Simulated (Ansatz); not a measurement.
**Strength of the Ge–H bond: GeH2(CH3)2 → GeH(CH3)2 + H**

Species: GeH2(CH3)2, singlet; GeH(CH3)2, doublet; H atom, doublet. 

Shapes, held fixed at every level: PBE0-D4/def2-TZVP. Programs: Ansatz 0.2.0. The zero-point and thermal change to 298 K, harmonic and unscaled (PBE0-D4/def2-TZVP), is -17.9 kJ/mol.

```json
{"level": "HF/def2-TZVPP", "kind": "Hartree–Fock", "ΔH(298 K) (kJ/mol)": "+277.0", "less CCSD(T)/def2-TZVPP": "-84.3", "CPU time (sum over the molecules)": "–"}
{"level": "r2SCAN0-D4/def2-TZVPP", "kind": "global hybrid", "ΔH(298 K) (kJ/mol)": "+348.8", "less CCSD(T)/def2-TZVPP": "-12.5", "CPU time (sum over the molecules)": "37 s"}
{"level": "wB97X-V/def2-TZVPP", "kind": "range-separated hybrid", "ΔH(298 K) (kJ/mol)": "+364.1", "less CCSD(T)/def2-TZVPP": "+2.8", "CPU time (sum over the molecules)": "53 s"}
{"level": "B2PLYP/def2-TZVPP", "kind": "double hybrid", "ΔH(298 K) (kJ/mol)": "+355.3", "less CCSD(T)/def2-TZVPP": "-6.0", "CPU time (sum over the molecules)": "34 s"}
{"level": "CCSD(T)/def2-SVP", "kind": "coupled cluster or CI", "ΔH(298 K) (kJ/mol)": "+349.0", "less CCSD(T)/def2-TZVPP": "-12.3", "CPU time (sum over the molecules)": "53 s"}
{"level": "CCSD/def2-TZVPP", "kind": "coupled cluster or CI", "ΔH(298 K) (kJ/mol)": "+360.4", "less CCSD(T)/def2-TZVPP": "-0.9", "CPU time (sum over the molecules)": "–"}
{"level": "CCSD(T)/def2-TZVPP", "kind": "coupled cluster or CI", "ΔH(298 K) (kJ/mol)": "+361.3", "less CCSD(T)/def2-TZVPP": "0.0", "CPU time (sum over the molecules)": "12 min"}
```

The highest level, CCSD(T)/def2-TZVPP, gives ΔH(298 K) = +361.3 kJ/mol; the levels span +277.0 to +364.1. The column of differences is taken from that level and isn't an error. Hartree–Fock misses the correlation of the pair that is broken and comes out low. No measured value is set beside it here. Open shells run unrestricted unless RO is named. Relativity is left out for Ge unless named. Correlated rows may include outer-core shells of Ge, which these sets cover unevenly. Times are processor times on shared x86 and Arm servers, and rough.

Breaking the Ge–H bond unpairs two electrons that share one compact σ orbital, so the reaction enthalpy depends strongly on dynamic correlation. The free hydrogen atom has no correlation energy, and the germyl radical keeps one valence pair fewer than the parent. Connected triples add only 0.9 kJ/mol to CCSD, as expected for a well-localised single bond with little multireference character in either fragment.

The basis set matters far more. Going from def2-SVP to def2-TZVPP strengthens the bond by 12.3 kJ/mol at CCSD(T), because the larger set describes the short-range correlation of the bonding pair better. The converged value therefore probably lies somewhat above +361.3 kJ/mol. This means that the small positive deviation of wB97X-V can't be read as overbinding, while the lower B2PLYP and r2SCAN0-D4 values more likely reflect real underbinding. With only one germane computed, the results don't show how the methyl groups affect the bond strength.
